**Question**

In the molecules below, a group is bound to the oxygen of an O–BHF unit. The HOMO is the highest filled orbital, the LUMO the lowest empty one, and the gap is the distance between them.

Gas-phase molecules *OBF (SMILES, with the group * varied), calculated with Ansatz 0.2.0: orbital energies at HSE06-D4/def2-TZVPP (plane-wave form of HSE06) on PBE0-D4/def2-TZVP geometries. The marked atom is the O that carries the group, and electronegativities are Pauling's tabulated values.

```
     group *     formula  binding atom  its electronegativity  point group  bond from the marked atom to the group (Å)  sum of bond angles at the marked atom (°)  torsion about that bond, heaviest neighbours (°)  HOMO (eV)  LUMO (eV)  gap (eV)
     *[SiH3]     BFH4OSi            Si                  1.900           Cs                                       1.655                                        134                                                 0      -9.04      -0.35      8.68
    *[SiH2]B    B2FH5OSi            Si                  1.900           C1                                       1.663                                        134                                               123      -8.10      -3.12      4.98
*[Si](C)(C)C  C3H10BFOSi            Si                  1.900           Cs                                       1.679                                        134                                                60      -8.13       0.03      8.15
*[GeH2][NH2]    BFGeH5NO            Ge                  2.010           C1                                       1.807                                        127                                               100      -7.66      -0.03      7.63
          *C      CH4BFO             C                  2.550           Cs                                       1.413                                        122                                                 0      -8.90       0.01      8.90
         *CC     C2H6BFO             C                  2.550           C1                                       1.420                                        122                                               113      -8.75       0.02      8.77
     *C(C)=O    C2H4BFO2             C                  2.550           C1                                       1.373                                        122                                                24      -8.13      -1.20      6.93
   *C(F)(F)F      CHBF4O             C                  2.550           Cs                                       1.352                                        122                                                60     -10.38      -0.96      9.42
```

The same calculations give the 1s levels of the oxygen and boron in the O–BHF unit. Their shifts from the methyl compound (`*C`), in eV, are as follows for three groups. Where a molecule has two O or two B atoms, the deeper 1s level is assigned to this unit.

| Group | O 1s shift | B 1s shift |
|---|---:|---:|
| trifluoromethyl, `*C(F)(F)F` | −1.39 | −1.28 |
| acetyl, `*C(C)=O` | −0.71 | −0.67 |
| borylsilyl, `*[SiH2]B` | +0.23 | −0.25 |

(a) Does the electronegativity of the binding atom order the frontier levels?
(b) Use the 1s shifts to estimate the HOMO and LUMO of the trifluoromethyl compound from those of the methyl compound, and compare the result with the table.
(c) Explain why acetyl and borylsilyl depart from such an estimate.

**Model answer**

(a) It does not. Four groups bind through carbon and so share one electronegativity, yet their HOMOs spread over 2.25 eV. Methyl and silyl (`*[SiH3]`), whose binding atoms differ clearly, have HOMOs only 0.14 eV apart. The number describes one atom, whereas the frontier levels respond to the whole group.

(b) A 1s electron sits close to its nucleus and takes no part in bonding. Its level therefore follows the local electrostatic potential, including the effect of the atom's own charge. Suppose that the HOMO is mainly an oxygen lone pair and the LUMO mainly the empty p orbital of boron. Each should then move roughly as far as the 1s level of its atom.

For trifluoromethyl this gives

HOMO ≈ −8.90 − 1.39 = −10.29 eV
LUMO ≈ 0.01 − 1.28 = −1.27 eV

The calculated HOMO is only 0.1 eV deeper than the estimate, and the calculated LUMO 0.3 eV higher. The strongly polar C–F bonds draw electrons away from the rest of the molecule, so electrons throughout the O–BHF unit are held more tightly. Filled and empty levels sink together. An electron-withdrawing group can therefore lower the LUMO without closing the gap.

(c) Acetyl also withdraws electrons, and the same estimate puts its HOMO near −9.6 eV. The calculated HOMO lies about 1.5 eV higher, while the next filled level is close to the estimate. This is the pattern of an extra orbital placed above the levels of the O–BHF unit. Standard chemistry supplies a candidate in the lone pair of the carbonyl oxygen.

The carbonyl group also has a low-lying empty π* orbital, which can account for a LUMO about half an electronvolt below the boron estimate. Acetyl thus narrows the gap from both sides, although the potential alone would have moved both edges down.

Borylsilyl shows the effect most strongly on the empty side. The estimate puts its LUMO near −0.2 eV, but the calculation gives −3.12 eV, with the next empty level back near the estimate. The additional level fits the empty p orbital of the second boron. In the O–BHF unit, the lone pairs of oxygen and fluorine donate into the empty p orbital of boron. This mixing lowers the lone pairs and pushes the mainly empty boron orbital up, even though the polar bonds leave that boron poorer in electrons. The second boron is bound only to silicon and hydrogen, has no such donors, and keeps a low empty orbital.

The HOMO of borylsilyl departs as well. It lies about 0.6 eV above the oxygen estimate and 0.8 eV above the next filled level. The Si–B bond is a candidate for this orbital, but the calculation does not identify it.

Two questions therefore help to explain most of the series. How far does the group shift the potential at the O–BHF unit? Does it bring a filled or empty orbital of its own into the gap? The aminogermyl compound (`*[GeH2][NH2]`) seems to answer yes to the second: its HOMO, the highest of all, stands about 1 eV above the next filled level, as suits a nitrogen lone pair. Germanium was treated without scalar relativity, so small differences in this row deserve little weight.

**Remarks on the reasoning**

The estimate uses the methyl compound as its reference, so that row agrees by construction. For silyl, ethyl (`*CC`) and trifluoromethyl, the HOMO estimates are within about 0.2 eV of the calculated levels. Only trifluoromethyl is a real test, since its HOMO shifts by 1.48 eV. For silyl the HOMO shifts by just 0.14 eV, and the estimate gives the wrong sign. The boron 1s level serves nearly as well for these three HOMOs. The agreement therefore supports a common shift of the whole unit, but does not establish that the HOMO sits on oxygen. The compositions of the orbitals were not examined. The output below compares both 1s probes with every row.

Trimethylsilyl (`*[Si](C)(C)C`) shows where the choice of probe matters. The oxygen level accounts for its raised HOMO to 0.1 eV, but the boron level misses it by 0.75 eV. An oxygen lone pair and the Si–C bonds both remain possible sources of this HOMO.

A good answer also separates the position of the levels from the width of the gap. For trifluoromethyl the estimate widens the gap by only about 0.1 eV, against 0.52 eV in the calculation, so most of the widening is left unexplained. Moreover, the methyl LUMO lies near zero, where empty levels depend on the basis set, and small gap differences from methyl deserve little weight. The gap of nearly 4 eV less in borylsilyl is a different matter.

Output of the analysis:

```
HOMO against the 1s probes, shifts from *C in eV:
           row  HOMO shift  O 1s shift  HOMO less O 1s  B 1s shift  HOMO less B 1s
       *[SiH3]       -0.14        0.07           -0.21      -0.383           0.243
      *[SiH2]B         0.8       0.226           0.574      -0.249           1.049
  *[Si](C)(C)C        0.77       0.666           0.104       0.022           0.748
  *[GeH2][NH2]        1.24       0.627           0.613       0.165           1.075
            *C           0           0               0           0               0
           *CC        0.15       0.112           0.038       0.063           0.087
       *C(C)=O        0.77      -0.709           1.479      -0.667           1.437
     *C(F)(F)F       -1.48      -1.385          -0.095      -1.283          -0.197
LUMO against the B 1s probe and the gap, shifts from *C in eV:
           row  LUMO shift  B 1s shift  LUMO less B 1s  gap shift
       *[SiH3]       -0.36      -0.383           0.023      -0.22
      *[SiH2]B       -3.13      -0.249          -2.881      -3.92
  *[Si](C)(C)C        0.02       0.022          -0.002      -0.75
  *[GeH2][NH2]       -0.04       0.165          -0.205      -1.27
            *C           0           0               0          0
           *CC        0.01       0.063          -0.053      -0.13
       *C(C)=O       -1.21      -0.667          -0.543      -1.97
     *C(F)(F)F       -0.97      -1.283           0.313       0.52
Neighbouring levels in eV:
           row  HOMO above next filled  next filled less O 1s estimate of HOMO  next empty above LUMO  next empty less B 1s estimate of LUMO
       *[SiH3]                   0.121                                  -0.331                  0.111                                  0.134
      *[SiH2]B                   0.848                                  -0.274                  2.974                                  0.093
  *[Si](C)(C)C                   0.021                                   0.083                   0.39                                  0.388
  *[GeH2][NH2]                   1.063                                   -0.45                  0.225                                   0.02
            *C                   0.133                                  -0.133                  0.932                                  0.932
           *CC                   0.157                                  -0.119                  0.841                                  0.788
       *C(C)=O                   1.534                                  -0.055                  1.233                                   0.69
     *C(F)(F)F                   0.593                                  -0.688                   2.05                                  2.363
Spread of HOMO among the four groups bound through carbon (eV): 2.25
Spread of gap among the four groups bound through carbon (eV): 2.49
Spread of gap among the three groups bound through silicon (eV): 3.7
Largest HOMO miss of the O 1s probe in *[SiH3] and *CC and *C(F)(F)F (eV): 0.21
Largest HOMO miss of the B 1s probe in the same three rows (eV): 0.243
Largest LUMO miss of the B 1s probe in the five rows without a low empty group orbital (eV): 0.313
```
